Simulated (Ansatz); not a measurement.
A ladder of methods for BH2SO (SMILES O[B]S)

BH2SO: 5 atoms, total charge 0, spin state doublet. As SMILES, `O[B]S`. The coordinates come from a PBE0-D4/def2-TZVP relaxation. This is a higher conformer, about 7 kJ/mol above the lowest found by a separate search.

```jsonl
{"atom": "O", "x (Å)": "-1.2947", "y (Å)": "-0.0547", "z (Å)": "-0.4356"}
{"atom": "B", "x (Å)": "-0.4543", "y (Å)": "0.8256", "z (Å)": "0.1097"}
{"atom": "S", "x (Å)": "1.2538", "y (Å)": "0.6942", "z (Å)": "0.6111"}
{"atom": "H", "x (Å)": "-0.9471", "y (Å)": "-0.9400", "z (Å)": "-0.6047"}
{"atom": "H", "x (Å)": "1.4921", "y (Å)": "-0.5986", "z (Å)": "0.2782"}
```

Each level gives the energy change with the B2–S3 bond stretched from 1.785 to 2.231 Å (eV). The values are calculated.

```
          level                    kind  program  value (eV)  less FCI/STO-3G  CPU time (all runs)
     UHF/STO-3G            Hartree–Fock   Ansatz        1.75            +0.35                0.3 s
U-revPBE/STO-3G                     GGA   Ansatz        1.34            -0.06                  4 s
U-r2SCAN/STO-3G                meta-GGA   Ansatz        1.50            +0.10                 10 s
   UPBE0/STO-3G           global hybrid   Ansatz        1.58            +0.18                  4 s
 U-wB97X/STO-3G  range-separated hybrid   Ansatz        1.60            +0.20                 21 s
 RPA@PBE/STO-3G                     RPA   Ansatz        1.25            -0.15                4.4 s
    UMP2/STO-3G     perturbation theory   Ansatz        1.60            +0.20                0.3 s
   UCCSD/STO-3G   coupled cluster or CI   Ansatz        1.44            +0.04               0.56 s
     FCI/STO-3G      exact in the basis   Ansatz        1.40             0.00              2.4 min
```

FCI/STO-3G is exact within its basis and frozen core, so for wave-function methods in that basis the difference is their error; functionals converge differently with the basis, so for them it is only a difference. The first shape isn't each level's own minimum. The values span 1.25 to 1.75 eV. All rows use very small basis sets, so even the best lies far from the true value. CPU times are rough (shared hosts, several kinds of processor): they show what a rung costs within a factor of a few.

Stretching the B–S bond costs 1.40 eV in the exact treatment within the basis, while Hartree–Fock gives 1.75 eV. Correlation therefore makes the stretch easier. As the bond lengthens, the overlap between boron and sulfur falls and the σ and σ* orbitals move closer in energy, so configurations that a single determinant leaves out gain weight. Sulfur lone-pair donation into the empty boron p orbital weakens as well, which adds to the cost of stretching.

MP2 recovers less than half of the correlation effect, whereas UCCSD comes within 0.04 eV of the full result. This suggests that coupling between electron pairs matters, but that the stretched radical is still well described from a single reference. RPA overshoots the lowering and gives the softest stretch of all. Among the density functionals, the two hybrids give a higher cost than revPBE and r2SCAN, probably in part because of their exact exchange. The energies describe a partly stretched bond and give no dissociation energy for loss of SH.
